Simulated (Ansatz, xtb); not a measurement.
## Relative energy of two conformers of BH3O3

Structure I is `OB(O)O`, a singlet and structure II is `OB(O)O`, a singlet. Both are isolated molecules in the gas phase, relaxed with B3LYP-D3(BJ)/6-311G**.

I (Å):

```yaml
atoms:
  - { symbol: B, position_ang: [-0.2048, 1.6836, 1.5969] }
  - { symbol: O, position_ang: [-1.3994, 1.0008, 1.6951] }
  - { symbol: O, position_ang: [0.6016, 1.7043, 0.4898] }
  - { symbol: O, position_ang: [0.2197, 2.3978, 2.6771] }
  - { symbol: H, position_ang: [-1.6616, 0.5113, 0.9132] }
  - { symbol: H, position_ang: [0.2789, 1.1939, -0.2543] }
  - { symbol: H, position_ang: [-0.4021, 2.3293, 3.4060] }
```

II (Å):

```json
{"atom": "B", "x (Å)": "0.0486", "y (Å)": "-0.4688", "z (Å)": "0.7072"}
{"atom": "O", "x (Å)": "1.3577", "y (Å)": "-0.0799", "z (Å)": "0.6162"}
{"atom": "O", "x (Å)": "-0.7472", "y (Å)": "0.0342", "z (Å)": "1.7006"}
{"atom": "O", "x (Å)": "-0.4646", "y (Å)": "-1.3608", "z (Å)": "-0.1951"}
{"atom": "H", "x (Å)": "0.1922", "y (Å)": "-1.6378", "z (Å)": "-0.8397"}
{"atom": "H", "x (Å)": "-1.6413", "y (Å)": "-0.3155", "z (Å)": "1.6563"}
{"atom": "H", "x (Å)": "1.5950", "y (Å)": "0.5467", "z (Å)": "1.3052"}
```

Energies in hartree; the thermal terms are from B3LYP-D3(BJ)/6-311G** harmonic frequencies (ideal gas, rigid rotor, one conformer each, 298.15 K, 1 atm) and include the zero-point energy:

```
                               I           II
E, CCSD(T)/def2-TZVP  −252.144411  −252.151849
   zero-point energy     0.048673     0.049188
        H(298 K) − E     0.054164     0.054484
        G(298 K) − E     0.022102     0.023823
```

Task: Work out ΔE, ΔE₀, ΔH and ΔG for I → II in kcal/mol (1 Eh = 627.51 kcal/mol) and the equilibrium ratio [II]/[I].

Result: 1. ΔE = −252.151849 − (−252.144411) = −0.007438 Eh = −4.67 kcal/mol.
2. ΔE₀ = ΔE + ΔZPE = −0.007438 + (+0.000515) Eh = −4.34 kcal/mol.
3. ΔH = ΔE + (+0.000320) Eh = −4.47 kcal/mol.
4. ΔG = ΔE + (+0.001721) Eh = −3.59 kcal/mol, so ΔS = (ΔH − ΔG)/T = −12.3 J/(mol K).
5. kT = 0.9442 mEh, so K = [II]/[I] = exp(−ΔG/kT) = exp(+6.05) ≈ 430.

Structure II is favoured at this temperature. An error of 1 kcal/mol in ΔG would change K by a factor of 5.4. Mirror images and further conformers aren't counted.

Other levels gave ΔE = −5.0 (B3LYP-D3(BJ)/6-311G**); −5.0 (HF/def2-TZVP); −4.7 (MP2/def2-TZVP) kcal/mol. The correlated steps freeze 4 core orbitals. Programs: Ansatz 0.2.0.

Both structures are planar boric acid and differ only in the orientation of the hydroxyl groups. In II all three O–H bonds point the same way round the ring of oxygens, so each hydrogen faces a neighbouring oxygen lone pair. In I one hydroxyl is turned over, which brings two hydrogens face to face and leaves two oxygens with their lone pairs directed at each other. Planarity preserves the O-to-B π donation in both, so the preference for II probably comes mainly from these electrostatic and steric contacts. Hartree–Fock already gives −5.0 kcal/mol, which suggests that correlation plays only a small part.

The free-energy gap is narrower than the electronic one largely because of entropy. Much of the −12.3 J/(mol K) is probably rotational, reflecting the threefold axis of II, which I lacks. That symmetry term is equivalent to counting the three choices of hydroxyl to turn over, so multiplying the population of I by this degeneracy as well would count it twice. The energies of the two minima do not show how fast they interconvert, which depends on the barrier to B–O rotation.
